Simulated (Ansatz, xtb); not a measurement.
## CH7BrSi2: which of two isomers lies lower

Structure a: `[SiH3]C[SiH2]Br`, a singlet. Structure b: `C[Si@H]([SiH3])Br`, a singlet. Both are isolated molecules in the gas phase, relaxed with PBE0-D3(BJ)/pcseg-1; the shapes shown needn't be the lowest conformers.

a (Å):

```xyz
11

C     0.2538    0.9436    0.5501
Br    3.4857    0.0162    0.2874
Si   -1.3675    1.1342    1.4946
Si    1.6307    0.1733    1.5419
H    -1.1623    2.0002    2.6929
H    -2.4053    1.7545    0.6211
H    -1.8537   -0.2014    1.9506
H     0.5810    1.9329    0.1996
H     0.0758    0.3294   -0.3442
H     1.9714    1.0080    2.7255
H     1.2750   -1.2056    1.9730
```

b (Å):

```xyz
11

C     0.9669    0.4227   -1.5105
Br    2.4056    2.0056    1.0792
Si    1.3412    0.1720    0.3045
Si   -0.5789   -0.0918    1.6146
H     1.8913    0.5946   -2.0746
H     0.4728   -0.4690   -1.9186
H     0.3062    1.2844   -1.6588
H     2.2856   -0.9682    0.4878
H    -1.3337   -1.3075    1.1789
H    -1.4580    1.1033    1.4483
H    -0.2073   -0.2393    3.0516
```

Problem. Estimate E(b) − E(a) at the level CCSD(T)/def2-SVP + ΔMP2/def2-TZVPP.

Solution. Too close to call at this level: CCSD(T)/def2-SVP + ΔMP2/def2-TZVPP gives E(b) − E(a) = +0.77 kcal/mol.

Level by level:

```tsv
level	geometry	E(b) − E(a) (kcal/mol)	departure from the last row (kcal/mol)	job, with rough time for the two
GFN2-xTB	GFN2-xTB	+7.17	+6.41	optimisation, 0.17 s
HF/STO-3G	GFN2-xTB	−4.00	−4.77	single point, 0.52 s
r2SCAN-D4/def2-SVP	GFN2-xTB	−0.55	−1.32	single point, 5.4 s
PBE0-D3(BJ)/pcseg-1	PBE0-D3(BJ)/pcseg-1	−3.63	−4.40	optimisation, 39 s
HF/def2-SVP	PBE0-D3(BJ)/pcseg-1	+1.68	+0.91	part of the CCSD(T) run
MP2/def2-SVP	PBE0-D3(BJ)/pcseg-1	+1.42	+0.65	part of the CCSD(T) run
CCSD(T)/def2-SVP	PBE0-D3(BJ)/pcseg-1	+0.34	−0.43	single point
CCSD(T)/def2-SVP + ΔMP2/def2-TZVPP	PBE0-D3(BJ)/pcseg-1	+0.77		single point, 53 s
```

As drawn, b has 1 Si–Si, 1 C–H in place of 1 C–Si, 1 Si–H.

The largest departure from CCSD(T)/def2-SVP + ΔMP2/def2-TZVPP is that of GFN2-xTB, 6.41 kcal/mol. The last row adds to CCSD(T) the change of the MP2 difference between the two basis sets, here +0.43 kcal/mol.

With harmonic frequencies from PBE0-D3(BJ)/pcseg-1 (ideal gas, rigid rotor, one conformer each, 298.15 K, 1 atm): on the last row, ΔE + ΔZPE = +1.72 kcal/mol. A mode under 50 cm⁻¹ makes harmonic enthalpies and free energies unreliable, so none is given.

The correlated steps freeze 20 core orbitals; the filled d shell of Br is correlated, in a basis made for valence electrons. Codes used: Ansatz 0.2.0, xtb 6.7.1; the last row on 2 threads of Arm Neoverse V1 on a shared host.

The two isomers are nearly degenerate, with at most a slight lean towards the carbosilane a. The exchange of bonds explains why: b gains a strong C–H bond but pays with a relatively weak Si–Si bond, while a keeps a second polar C–Si bond and an extra Si–H bond. The Si–Br bond is common to both, so bromine should affect the balance only indirectly. What remains is a small difference between large bond energies, and even its sign changes with the method.

Correlation beyond Hartree–Fock in the same basis moves the balance towards b, though not far enough to reverse it. The PBE0 preference for b is not borne out by the coupled-cluster results; functional and basis both differ there, so the cause can't be assigned. Zero-point energy strengthens the lean towards a, raising the difference to +1.72 kcal/mol, as expected when a stiff C–H oscillator replaces a softer Si–H one. Near-degeneracy doesn't imply easy interconversion, since that would require breaking and remaking strong bonds.
